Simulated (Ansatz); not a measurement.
# How methods differ on AlH (SMILES [AlH])

The species is AlH (2 atoms), meant as a singlet with charge 0. As SMILES, `[AlH]`. The shape comes from GFN2-xTB, which is rough for such elements, and wasn't checked as a minimum.

```xyz
2

Al    0.0000    0.0000    0.0000
H     0.0000    0.0000    1.6135
```

Quantity: the energy change with the Al1–H2 bond stretched from 1.613 to 2.497 Å, in eV. The values are calculated.

| level | kind | program | value (eV) | less FCI/3-21G |
| --- | --- | --- | --- | --- |
| SVWN5/3-21G (restricted) | LDA | Ansatz | 1.06 | +0.08 |
| CAM-B3LYP/3-21G (restricted) | range-separated hybrid | Ansatz | 1.31 | +0.33 |
| HSE06/3-21G (restricted) | range-separated hybrid | Ansatz | 1.20 | +0.22 |
| B2PLYP/3-21G (restricted) | double hybrid | Ansatz | 1.22 | +0.24 |
| BCCD(T)/3-21G (restricted) | coupled cluster or CI | Ansatz | 0.99 | +0.01 |
| CCSD(T)/3-21G (restricted) | coupled cluster or CI | Ansatz | 0.99 | +0.01 |
| CCSDT/3-21G (restricted) | coupled cluster or CI | Ansatz | 0.98 | 0.00 |
| CCSDTQ/3-21G (restricted) | coupled cluster or CI | Ansatz | 0.98 | 0.00 |
| FCI/3-21G | exact in the basis | Ansatz | 0.98 | 0.00 |

FCI/3-21G is exact within its basis and frozen core, so for wave-function methods in that basis the difference is their error; functionals converge differently with the basis, so for them it is only a difference. The first shape isn't each level's own minimum. The values span 0.98 to 1.31 eV. All rows use very small basis sets, so even the best lies far from the true value.

The coupled-cluster results nearly coincide with full CI, whereas every functional makes the stretch costlier. With the core frozen, AlH has only four correlated electrons, essentially the Al 3s lone pair and the Al–H bond pair, so CCSDTQ is equivalent to full CI by construction. The more telling result is that perturbative triples already come within 0.01 eV: at this stretch the growing σ² to σ*² mixing is still well described from a single closed-shell reference.

The functionals' higher values probably reflect, in part, the restricted determinant, which keeps too much ionic character as the bond pair begins to separate. Exact exchange tends to worsen this, in line with the rise from SVWN5 to HSE06 and CAM-B3LYP; in B2PLYP the perturbative correlation probably offsets some of its large exchange share. The closeness of SVWN5 to full CI suggests error cancellation rather than a better description of the bond. Nor does the success of perturbative triples here guarantee their reliability nearer dissociation, where the σ and σ* orbitals approach degeneracy.
